\section*{Notes: which knobs move the power of a 50 Hz barrier discharge}

A planar cell has an air gap $g=1.0$ mm at atmospheric density and one alumina barrier of thickness $d=1.0$ mm. Its area is $A=1.0\times10^{-2}\ \mathrm{m^2}$, and a sine of amplitude $V_0=10$ kV at $f=50$ Hz drives it. My question: if I change one thing at a time (amplitude, frequency, barrier thickness or material, gap, gas density, waveform), which way does the mean power go, and how far?

\subsection*{Inputs and conventions}

$V_0$ is the peak value, half the peak-to-peak swing, never the rms value. The relative permittivity is about 9.8 for alumina and about 3.8 for fused silica (typical values), and 1 for air. Fringing is ignored. For the gap voltage during burning I assume an approximate breakdown law for uniform millimetre gaps in air,
\begin{equation}
U_b=a\,\delta g+b\sqrt{\delta g},\qquad a\approx2.4\ \mathrm{kV\,mm^{-1}},\quad b\approx2.1\ \mathrm{kV\,mm^{-1/2}},
\label{eq:ub}
\end{equation}
with $\delta$ the gas density relative to room air at one atmosphere. It gives $U_b=4.5$ kV for the base cell. Every power below is the model's. I carry three figures only to form ratios.

\subsection*{The formula}

Gap and barrier are capacitors in series, $C_g=\varepsilon_0A/g$ and $C_d=\varepsilon_r\varepsilon_0A/d$. Let $Q$ be the charge delivered by the source, $U_g$ the gap voltage, and $q$ the charge carried across the gap by conduction. Then
\begin{equation}
V=U_g+\frac{Q}{C_d},\qquad Q=C_gU_g+q .
\label{eq:circuit}
\end{equation}
The model has two states. Off: $dq=0$, so
\begin{equation}
\frac{dQ}{dV}=C_{\rm cell}=\frac{C_dC_g}{C_d+C_g},\qquad \frac{dU_g}{dV}=\frac{C_d}{C_d+C_g}.
\label{eq:off}
\end{equation}
On: $U_g$ is clamped at $\pm U_b$ over the whole area, so $dq=dQ=C_d\,dV$.

Start at $V=-V_0$, where the negative discharge has just stopped with $U_g=-U_b$. As $V$ rises the gap is off until $U_g$ has swung by $2U_b$. By Eq.~\eqref{eq:off} that costs an applied swing $2V_{\min}$, where
\begin{equation}
V_{\min}=\left(1+\frac{C_g}{C_d}\right)U_b .
\label{eq:vmin}
\end{equation}
The remaining swing $2(V_0-V_{\min})$ is spent burning and moves $\Delta q=2C_d(V_0-V_{\min})$ through the voltage $U_b$. The falling half cycle is the mirror image, so the path in the $(V,Q)$ plane is a parallelogram with slopes $C_{\rm cell}$ and $C_d$. The energy per cycle is $W=2U_b\Delta q$, and for $V_0>V_{\min}$
\begin{equation}
P=4fC_dU_b\left[V_0-\left(1+\frac{C_g}{C_d}\right)U_b\right],
\label{eq:manley}
\end{equation}
Manley's result of 1943. As a cross-check, the area spanned by the two sides is $4V_{\min}(V_0-V_{\min})(C_d-C_{\rm cell})$, and $V_{\min}(C_d-C_{\rm cell})=C_dU_b$. So $\oint V\,dQ=W$, as it must be with lossless capacitors.

Base cell: $C_g=88.5$ pF, $C_d=868$ pF, $C_{\rm cell}=80.3$ pF, $C_g/C_d=0.102$, $V_{\min}=4.96$ kV. Then $V_0-V_{\min}=5.04$ kV, $\Delta q=8.75\ \mu$C, $W=78.7$ mJ and $P_0=3.94$ W, or $394\ \mathrm{W\,m^{-2}}$. Ignition falls at $V=2V_{\min}-V_0=-0.08$ kV, just before the zero crossing, and the gap burns for a fraction $0.503$ of the time.

\subsection*{Sensitivities}

With $S_x=\partial\ln P/\partial\ln x$, Eq.~\eqref{eq:manley} gives $S_f=1$ and
\begin{equation}
S_{V_0}=\frac{V_0}{V_0-V_{\min}},\quad
S_{U_b}=\frac{V_0-2V_{\min}}{V_0-V_{\min}},\quad
S_{C_d}=\frac{V_0-U_b}{V_0-V_{\min}},\quad
S_{C_g}=-\frac{(C_g/C_d)\,U_b}{V_0-V_{\min}} .
\label{eq:sens}
\end{equation}
The values are $1.98$, $0.016$, $1.09$ and $-0.091$. The first two sum to 2 and the last two to 1, because $P$ is of second degree in the voltages and first degree in the capacitances. The small $S_{U_b}$ shapes most of what follows. In terms of geometry the power is
\begin{equation}
P=4f\varepsilon_0A\left[\frac{\varepsilon_r}{d}\,U_b(V_0-U_b)-\frac{U_b^2}{g}\right].
\label{eq:geom}
\end{equation}

\subsection*{Change 1: amplitude}

Reasoning. Extra swing all goes into the burning sides, at fixed energy per unit charge. So $P$ rises linearly from a threshold, not as $V_0^2$. Near twice the threshold the local exponent is close to 2, so I expect about a fifth more power for a tenth more voltage. Downwards the straight line drops faster than a square law.

Calculation. The slope is $4fC_dU_b=0.781$ W per kV. At 11 kV, $P=4.72$ W, a ratio of $1.20$. At 7 kV, $P=1.59$ W, a ratio of $0.40$, where a square law would give $0.49$. At 6 kV $S_{V_0}$ has climbed to $5.8$, so operation near threshold amplifies any drift of the supply.

\subsection*{Change 2: frequency}

Reasoning. The loop contains no time, so $W$ is fixed and $P\propto f$, provided $U_b$ stays put. The obvious route by which it could move is gas heating.

Calculation. At 60 Hz, $P=4.72$ W, ratio $1.20$. For heating I spread the power per area $p$ evenly through the gap and hold both walls at 293 K. Conduction gives $\Delta T(x)=p\,x(g-x)/(2\kappa g)$, with mean $pg/(12\kappa)$. With $\kappa\approx0.026\ \mathrm{W\,m^{-1}K^{-1}}$ (typical for room air) the mean rise is $1.3$ K at 50 Hz, a density change of $0.4\,\%$, which is negligible. At 5 kHz the linear law gives 394 W and a first-pass rise of 126 K. At constant pressure that means $\delta\approx0.70$ and $U_b=3.44$ kV, and Eq.~\eqref{eq:manley} then gives $0.94$ of the linear value. This pass overstates the thermal shift, since $\kappa$ grows with temperature and the power has dropped. It also omits residual charge between half cycles, which tends to lower $U_b$ further at high frequency.

\subsection*{Change 3: the barrier}

Reasoning. Only $\varepsilon_r/d$ enters. A smaller $C_d$ passes less charge per volt, and it takes a larger share of the applied voltage in the off state, which raises $V_{\min}$. Both effects lower $P$, so the drop is somewhat worse than proportional. For doubled thickness proportionality says $0.5$, and the local exponent says $2^{-1.09}=0.47$. For fused silica, the usual dielectric window of wafer-processing chambers, proportionality says $3.8/9.8=0.39$. Since $|S_{C_d}|$ grows as the threshold approaches, I expect the exact ratios below these figures.

Calculation. Equation~\eqref{eq:geom} is a straight line in $\varepsilon_r/d$ that reaches zero at $U_b/[g(V_0-U_b)]=0.82\ \mathrm{mm^{-1}}$. Alumina of 2 mm gives $V_{\min}=5.42$ kV, $P=1.79$ W, ratio $0.45$. Silica of 1 mm gives $C_d=336$ pF, $V_{\min}=5.68$ kV, $P=1.31$ W, ratio $0.33$. Silica thinned to $0.39$ mm restores $P_0$. The price is stress: the peak barrier voltage $V_0-U_b=5.5$ kV is unchanged, so the peak field in the solid goes from $5.5$ to $14\ \mathrm{kV\,mm^{-1}}$. I have kept $U_b$ fixed here, though the surface can shift it through secondary emission and charge trapping.

\subsection*{Change 4: gas density}

Reasoning. Lower density lowers $U_b$ and leaves the capacitances alone. Each coulomb then deposits less energy, but more coulombs pass. The power is a parabola in $U_b$,
\begin{equation}
P=P_{\max}\left[1-\left(\frac{U_b}{U^*}-1\right)^2\right],\qquad U^*=\frac{C_dV_0}{2(C_d+C_g)},\qquad P_{\max}=\frac{fC_d^2V_0^2}{C_d+C_g},
\label{eq:parab}
\end{equation}
with its top at $V_{\min}=V_0/2$. The base cell has $U^*=4.54$ kV against $U_b=4.5$ kV, so it sits almost on the top. Any sizeable change of $U_b$, up or down, should cost a little power, at second order. At 7 kV the cell is on the far side of the top, and a lower $U_b$ should raise the power at first order.

Calculation. For $U_b\to U_b(1+u)$ the exact ratio is
\begin{equation}
\frac{P'}{P}=1+S_{U_b}u-\frac{V_{\min}}{V_0-V_{\min}}\,u^2 .
\label{eq:u}
\end{equation}
Taking $\delta=0.8$ gives $U_b=3.80$ kV and $u=-0.156$. The linear term is $-0.0025$ and the quadratic term is $-0.024$, so a first-order estimate would miss by a factor of about ten. The result is $P=3.83$ W, ratio $0.97$. At $V_0=7$ kV the same change gives a ratio of $1.16$. The sign has flipped, as expected.

\subsection*{Change 5: gap width}

Reasoning. Widening the gap raises $U_b$ and lowers $C_g$. The fall of $C_g$ alone helps a little. The rise of $U_b$ helps below the top of the parabola and hurts above it. So $P(g)$ has a maximum, slightly above 1 mm for the base drive, and falls to zero where $V_{\min}$ reaches $V_0$. The parabola is symmetric in $U_b$, so any asymmetry comes from how $U_b$ and $C_g$ depend on $g$. Per millimetre the fall should be steeper on the narrow side, where the $\sqrt g$ term moves $U_b$ faster and $C_g\propto1/g$ grows quickly. For equal factors in $g$ the order should reverse, because doubling the gap carries $U_b$ much further from $U^*$ than halving it does.

Calculation. From Eq.~\eqref{eq:ub}, $d\ln U_b/d\ln g=(a+b/2)/(a+b)=0.767$ at 1 mm, with $g$ in mm. Since $C_g\propto1/g$,
\begin{equation}
S_g=0.767\,S_{U_b}-S_{C_g}=0.10 .
\label{eq:sg}
\end{equation}
Equation~\eqref{eq:geom} gives, for $g=0.5$, $1.5$ and $2.0$ mm, the values $U_b=2.68$, $6.17$ and $7.77$ kV, $V_{\min}=3.23$, $6.59$ and $8.17$ kV, and $P=3.15$, $3.65$ and $2.47$ W. Halving the gap leaves $0.80$ of the power and doubling it leaves $0.63$. The maximum lies at $g=1.10$ mm with $P=3.96$ W, only $0.5\,\%$ above the base, and the discharge goes out at $g=2.60$ mm. A gain of that size is far below what the assumed law for $U_b$ can resolve, so I read it as a plateau near 1 mm. At equal distances from the maximum the narrow side lies lower, with $3.15$ W at $0.5$ mm against $3.28$ W at $1.7$ mm.

The sign depends on the drive. Setting $\partial P/\partial g=0$ at $g=1$ mm and solving for the amplitude gives $V_0=9.32$ kV. Below that a wider gap loses power, with $S_g=-0.87$ at 7 kV. Above it a wider gap gains, with $S_g=+0.43$ at 15 kV.

\subsection*{Change 6: waveform}

Reasoning. The derivation used only the turning points of $V$. For any periodic waveform that runs monotonically between one minimum and one maximum, slowly enough for the clamp to hold, $P$ depends on the peak-to-peak swing alone. A constant offset is taken up by charge stored on the barrier and drops out in the periodic state. A brief reversal of depth $D<2V_{\min}$ during burning runs down the off line and back, and encloses no area. A reversal with $D>2V_{\min}$ burns over $D-2V_{\min}$ on the way down and again on the way up, adding $2C_dU_b(D-2V_{\min})$ per cycle. Independence of waveform therefore holds at fixed peak, not at fixed rms.

Calculation. A triangle of 10 kV peak gives $P_0$ again. A triangle with the rms value of the base sine, $7.07$ kV, has peak $\sqrt3$ times that, $12.25$ kV, and gives $5.69$ W, ratio $1.45$. Mains distortion works the same way. Take $V=V_1(\sin\theta+\beta\sin3\theta)$ with $V_1=10$ kV. The derivative is $V_1\cos\theta\,[1-9\beta+12\beta\cos^2\theta]$, so for $0<\beta<1/9$ the wave stays monotonic and its peak is $V_1(1-\beta)$. An assumed $\beta=0.05$ gives a peak of $9.5$ kV, $P=3.55$ W and a ratio of $0.90$, while the rms value rises by only $0.12\,\%$.

\subsection*{Summary table}

\begin{center}
\begin{tabular}{lccc}
\hline
change from base & expected & $P$ (W) & $P/P_0$\\
\hline
$V_0=11$ kV & up, about a fifth & 4.72 & 1.20\\
$V_0=7$ kV & down, below square law & 1.59 & 0.40\\
$f=60$ Hz & proportional & 4.72 & 1.20\\
$d=2$ mm & a little under half & 1.79 & 0.45\\
fused silica, 1 mm & below permittivity ratio & 1.31 & 0.33\\
$\delta=0.8$ & slightly down & 3.83 & 0.97\\
$g=0.5$ mm & down & 3.15 & 0.80\\
$g=1.5$ mm & down & 3.65 & 0.93\\
$g=2$ mm & down, more than for halving & 2.47 & 0.63\\
triangle, same rms & up strongly & 5.69 & 1.45\\
third harmonic, $\beta=0.05$ & down & 3.55 & 0.90\\
\hline
\end{tabular}
\end{center}

\subsection*{What the model leaves out}

Barrier loss. Treating the barrier voltage as a sine of amplitude $V_0-U_b$, the loss is $\pi fC_d(V_0-U_b)^2\tan\delta_{\rm loss}$. An assumed loss tangent of $10^{-3}$ gives 4 mW, or $0.1\,\%$ of $P_0$. It touches no entry of the table.

Stray capacitance in parallel with the cell adds the same amount to both slopes. The area depends on their difference and is unchanged, but a $C_d$ read from the steep side is then too large.

The meaning of $U_b$. An air discharge at this pressure is filamentary, so the clamp is an average over many short filaments and over the area. That average typically lies at or somewhat below the static breakdown voltage of Eq.~\eqref{eq:ub}. At the base point this matters little: $u=-0.3$ in Eq.~\eqref{eq:u} gives $0.91$. It does move the top of the parabola relative to the cell, and with it the optimum gap and the drive at which $S_g$ changes sign. Those two numbers are the softest ones here.

Coverage. If only a fraction $\eta$ of the area discharges, the rest stays a plain capacitor in parallel. Then $P\to\eta P$ and the steep slope becomes $\eta C_d+(1-\eta)C_{\rm cell}$. For $\eta=0.8$ that means 710 pF and $3.15$ W, a shift larger than the whole density effect at 10 kV. Real air cells typically show incomplete coverage at modest overvoltage, with $\eta$ rising towards one as $V_0$ grows. I therefore expect a real cell of this build to fall below the model's $3.94$ W, by up to some tens of per cent at twice the threshold and by more near it, and to respond to $V_0$ somewhat faster than the straight line. Changes that raise $V_{\min}$ (thick barrier, silica, wide gap) should then cost more than the table says. The steep slope of the charge--voltage loop, corrected for stray capacitance and set against the geometric $C_d$, gives $\eta$ directly.